The reaction energy $\Delta E$ is the electronic energy of the products less that of the reactants for (HO)$_3$Si–TeH + (HO)$_2$B–F → (HO)$_2$B–TeH + (HO)$_3$Si–F, in kJ/mol. Every level of theory was evaluated on the same four geometries, and the column "less CCSD(T)" is the error relative to a composite coupled-cluster value at the basis-set limit, $-1.1$. All four molecules are closed-shell singlets, and the largest $T_1$ diagnostic of 0.012 gives no sign of strong static correlation, so the rows describe the same states.

Electronic reaction energies, products less reactants, for gas-phase (HO)₃Si–TeH + (HO)₂B–F → (HO)₂B–TeH + (HO)₃Si–F, from Ansatz 0.2.0 at PBE0-D4/def2-TZVP geometries. Functionals and RPA@PBE use def2-TZVPP; correlated methods use the program's default frozen cores. The reference is CCSD(T) at the def2 basis-set limit by the additive MP2 scheme.

| level | class | exact exchange, long range (%) | reaction energy (kJ/mol) | less CCSD(T) (kJ/mol) |
| --- | --- | --- | --- | --- |
| BLYP-D4 | GGA | 0 | 6.0 | 7.1 |
| r2SCAN-D4 | meta-GGA | 0 | 2.9 | 4.0 |
| B97M-V | meta-GGA | 0 | 2.6 | 3.7 |
| r2SCANh-D4 | global hybrid | 10 | 3.0 | 4.2 |
| r2SCAN0-D4 | global hybrid | 25 | 3.3 | 4.4 |
| BHLYP-D4 | global hybrid | 50 | 4.9 | 6.0 |
| wB97M-V | range-separated | 100 | 3.0 | 4.2 |
| B2PLYP | double hybrid | 53 | -0.4 | 0.7 |
| PBE | GGA | 0 | 7.6 | 8.8 |
| BLYP | GGA | 0 | 2.2 | 3.4 |
| r2SCAN | meta-GGA | 0 | 2.3 | 3.4 |
| B3LYP | global hybrid | 20 | 1.5 | 2.7 |
| r2SCAN0 | global hybrid | 25 | 2.5 | 3.6 |
| HSE06 | screened hybrid | 0 | 6.5 | 7.6 |
| RPA | RPA | n/a | -5.8 | -4.7 |
| HF/def2-SVP | wave function | n/a | 19.5 | 20.6 |
| MP2/def2-SVP | wave function | n/a | 19.2 | 20.4 |
| HF/def2-TZVPP | wave function | n/a | -0.8 | 0.4 |
| MP2/def2-TZVPP | wave function | n/a | -2.5 | -1.4 |
| CCSD/def2-TZVPP | wave function | n/a | -2.9 | -1.8 |
| HF/def2-QZVPP | wave function | n/a | -2.5 | -1.4 |
| MP2/def2-QZVPP | wave function | n/a | -2.2 | -1.1 |
| SCS-MP2/def2-QZVPP | wave function | n/a | -3.4 | -2.3 |
| MP2/def2-limit | wave function | n/a | -1.0 | 0.2 |

The reaction only exchanges TeH and F between a silicon site and a boron site, which makes $\Delta E$ a double difference. If the two sites were alike, or the two groups alike, $\Delta E$ would vanish at every level, however poor. An error that belongs to one group alone or to one site alone appears on both sides and cancels. What survives is an error that depends on which group sits on which site. The simple pattern to expect is a narrow band of errors around zero, and indeed the wave-function rows from triple zeta upward all lie within 2.3 of the reference.

The two SVP rows break this band by about $+20$, and the numbers show that the basis is responsible. Hartree–Fock drops by 20.3 from SVP to TZVPP with nothing else changed, and CCSD(T) in SVP, from the same calculation, gives 19.4. Since HF and MP2 in SVP differ by only 0.3, the whole break already sits in the mean field. A plausible but untested reading is that the small basis describes the very polar Si–F bond worse than the B–F bond, which penalises the products.

Whether this break is anomalous can be judged from the limit of a complete basis. With cardinal number $X$ (2 for SVP, 3 for TZVPP, 4 for QZVPP), the mean-field energy converges roughly exponentially, while the correlation energy, held back by the electron–electron cusp, converges as a power near $X^{-3}$:

$$E_{\rm HF}(X)=E_\infty+A\,e^{-\alpha\sqrt X},\qquad E_{\rm c}(X)=E_{{\rm c},\infty}+B\,X^{-\beta}.$$

The exponents were recovered exactly from the triple- and quadruple-zeta values and the extrapolated limits, which gives $\alpha=7.89$ and $\beta=2.97$. These only return the rule by which the limits were made and test nothing. SVP played no part in them and is the one independent point.

For HF the triple-zeta value and the limit are $-0.78$ and $-2.76$, and stepping back to $X=2$ multiplies their gap by an exponential factor:

$$E_{\rm HF}(2)=-2.76+1.98\,e^{7.89(\sqrt3-\sqrt2)}=-2.76+1.98\times12.3\approx21.5 .$$

The table has 19.5, so the law accounts for the jump to within 2.0. The estimate leans on small differences, and from values rounded to one decimal it comes out at 18.9, so the comparison tests the size of the jump and not its finer detail. The largest break in the table thus has about the size that smooth convergence would give: the mean-field energy moves by 20.3 from SVP to TZVPP and by only 1.74 from there to QZVPP. One reaction cannot show that the law reaches down to SVP in general.

The true irregularity is hidden in the correlation part, MP2 less HF. It runs from $-0.3$ in SVP down to $-1.8$ in TZVPP and up to $+0.3$ in QZVPP, which no single power law can follow; the law run backwards misses SVP by 9.8. A double-zeta set lies outside the regime where the cusp governs convergence, so this failure is no surprise, and in a double difference four unconverged terms can combine with either sign. It does mean that no third point confirms the extrapolation from triple and quadruple zeta.

This bears on the reference itself. Going from TZVPP to the limit, the mean-field part moves by $-1.98$ and the MP2 correlation part by $+3.57$, and their sum, $+1.59$, is the correction added to CCSD(T)/TZVPP. The correction exceeds the final result in size, and outer-core shells were correlated without core-valence functions, which adds an uncertainty of unknown size to the correlated rows. With one conformer per species, not always the lowest, the sign of the true reaction energy is unsettled, and differences of about 1 kJ/mol do not rank methods.

Two small errors in the table need care in reading. HF/TZVPP errs by only 0.4 because its basis error of $+1.98$ offsets the error of $-1.63$ that HF has at its limit. The 0.2 of MP2 at the limit is, by construction of the reference, the gap between MP2 and CCSD(T) in triple zeta. MP2 and CCSD in TZVPP both lie within 0.2 of CCSD(T) in that basis, so their tabulated errors are mostly basis.

The 13 ordinary functionals, a group that leaves out RPA and the double hybrid B2PLYP, all err positively, between 2.7 and 8.8, and part of this common offset may not be theirs. They are triple-zeta values set against a limit, and a shift like that of HF would lower the median error from 4.2 to about half; whether functionals shift so is untested. RPA, on PBE orbitals and also unextrapolated, breaks the band downward, and its error mixes method and basis in the same way. Spin-orbit coupling, zero-point motion and temperature are absent from functionals and reference alike. A shift common to all functionals would leave their spread untouched, and that spread has structure.

The first part of it is dispersion. In all eleven pairs computed with and without D4 the term raises $\Delta E$, from $+0.6$ for r2SCAN to $+4.8$ for BHLYP. A likely but untested reading starts from the pair sum $-C_6/R^6$: Te is far more polarisable than F, and it leaves Si(OH)$_3$ for B(OH)$_2$, which offers fewer neighbours, so attraction is lost. The neighbours of the smaller boron atom sit closer, however, which works the other way, and at such short range the result also depends on how D4 is damped. The term is small for r2SCAN, which already binds at middle range, and largest for BLYP, B3LYP and BHLYP, at 3.7 to 4.8. It follows neither family nor binding strictly, however: CAM-B3LYP, also of the B88–LYP family, gets only 2.5, and revPBE, usually less binding than PBE, gets 1.9 where PBE gets 2.3. Whatever the cause, BLYP-D4 and BHLYP-D4 stand high in the table through D4 and not through their share of exact exchange.

With D4 removed, and with B97M-V and ωB97M-V set aside because their dispersion term is built in, eight ordinary functionals remain: PBE, HSE06, BLYP, B3LYP, BHLYP, r2SCAN, r2SCANh and r2SCAN0. The smooth model is a least-squares line $a+bx$ in the share $x$ of exact exchange, with HSE06 entered at its short-range 25 % in place of the long-range zero of the table. The line fits badly, with an rms residual of 2.2, and PBE and HSE06 lie 3.5 and 3.9 above it. These two are the break among the functionals.

One added constant for those two rows comes out at $+5.0$ and cuts the rms residual to 0.4. Since two rows fix that constant, their own small residuals prove little, but PBE0 and revPBE, which were not fitted, fall within about 0.5 of the model. As close relatives of the fitted two they test it only weakly. The worst fitted row is r2SCAN0, 1.0 too high, because the common slope is only an average: exact exchange lowers the PBE and B88–LYP families and slightly raises r2SCAN. The family of the functional therefore matters more here than its share of exact exchange.

Which ingredient carries the offset stays undecided. revPBE keeps PBE correlation, changes the exchange and moves the energy by only $-0.6$, remaining 4.8 above BLYP, which points to correlation. LC-ωPBE also keeps PBE correlation, yet with full long-range exact exchange it lies 5.2 below PBE and level with BLYP and r2SCAN, which points to exchange. The numbers establish that, without D4, PBE, revPBE, PBE0 and HSE06 favour Te on silicon and F on boron more strongly than the B88–LYP and r2SCAN families do. The local density approximation, at 9.1, does so too, and with D4 the gap between PBE and BLYP narrows from 5.4 to 3.9. The numbers do not single out the source of this preference.
